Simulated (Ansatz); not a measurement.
Li: pressure and energy less free atoms against volume per atom

Periodic Kohn-Sham DFT of a crystal at fixed atoms; pressure and stress are positive in compression; the energy is the free energy less that of spherical unpolarised free atoms; site moments are those in the method's own spheres, positive along +z. The results are calculated, by Ansatz 0.2.0.

Cell of the first row (space group Fm-3m, No. 225):
```
CELL_PARAMETERS angstrom
0.00000 2.15700 2.15700
2.15700 0.00000 2.15700
2.15700 2.15700 0.00000
ATOMIC_POSITIONS crystal
Li 0.00000 0.00000 0.00000
```

Settings of every row: method all-electron LAPW; functional PBEsol; relativity scalar; k mesh 13x13x13; filling fermi-dirac; smearing width 0.08 eV; basis error target 0.25 meV/atom; nucleus gaussian.

Atom start moment: 0 on all atoms.

| row | volume per atom (Å³) | pressure (GPa) | energy less free atoms (eV/atom) |
| --- | --- | --- | --- |
| 1 | 20.073 | 0.103 | -1.9713 |
| 2 | 20.286 | -0.042 | -1.9713 |
| 3 | 20.5 | -0.18 | -1.9711 |
| 4 | 20.927 | ? | ? |
| 5 | 21.141 | -0.559 | -1.9696 |
| 6 | 21.354 | -0.674 | -1.9688 |
| 7 | 21.568 | -0.784 | -1.9678 |
| 8 | 21.781 | -0.89 | -1.9667 |
| 9 | 22.208 | -1.087 | -1.9641 |
| 10 | 22.422 | -1.18 | -1.9626 |
| 11 | 22.635 | -1.268 | -1.9609 |

Question: what pressure and energy less free atoms should row 4 give?

Worked fit of pressure. Take u = (V_r/V)^(2/3) − 1 with V_r = 21.461 Å³ an atom, which is twice the finite (Eulerian) strain; such expansions in the strain, on which the Birch-Murnaghan equation of state is built, carry the rest volume and the bulk modulus. The shown rows have u = 0.04558, 0.03825, 0.03101, 0.01007, 0.00334, -0.00331, -0.00982, -0.02255, -0.02878, -0.03488. Least squares give pressure = −0.7299 + 16.649 × u + 35.3 × u² GPa; a straight line predicts inner rows, each left out in turn, worse (root mean square 0.02 against 0.0005 GPa). The rows lie off it by 0.001, -0.001, 0.000, 0.000, 0.000, 0.001, 0.000, 0.000, 0.000, 0.000. The pressure vanishes at u = 0.0404, or V = 20.22 Å³ an atom, and there the bulk modulus at fixed shape and fractions is B = −V dP/dV = (2/3)(1 + u) dP/du = 13.5 GPa. The withheld row has u = 0.01694, so the fit gives −0.7299 + 16.649 × (0.01694) + 35.3 × (0.01694)² = -0.438 GPa.

The calculation gave -0.438 GPa. The fit meets it to the printed digit.

Worked fit of energy less free atoms. Take u = (V_r/V)^(2/3) − 1 with V_r = 21.461 Å³ an atom, which is twice the finite (Eulerian) strain; such expansions in the strain, on which the Birch-Murnaghan equation of state is built, carry the rest volume and the bulk modulus. The shown rows have u = 0.04558, 0.03825, 0.03101, 0.01007, 0.00334, -0.00331, -0.00982, -0.02255, -0.02878, -0.03488. Least squares give energy less free atoms = −1.96831 − 0.1476 × u + 1.816 × u² eV/atom; a straight line predicts inner rows, each left out in turn, worse (root mean square 0.001 against 3.3e-05 eV/atom). The rows lie off it by 0.0000, 0.0000, 0.0000, 0.0000, 0.0000, 0.0000, 0.0000, 0.0000, 0.0000, 0.0001. Its lowest point lies at u = 0.0406, or V = 20.22 Å³ an atom, and the curvature there gives the bulk modulus at fixed shape and fractions, B = (4/9)(1 + u)² E″(u)/V = 13.9 GPa. The withheld row has u = 0.01694, so the fit gives −1.96831 − 0.1476 × (0.01694) + 1.816 × (0.01694)² = -1.9703 eV/atom.

The calculation gave -1.9703 eV/atom. The fit meets it to the printed digit.
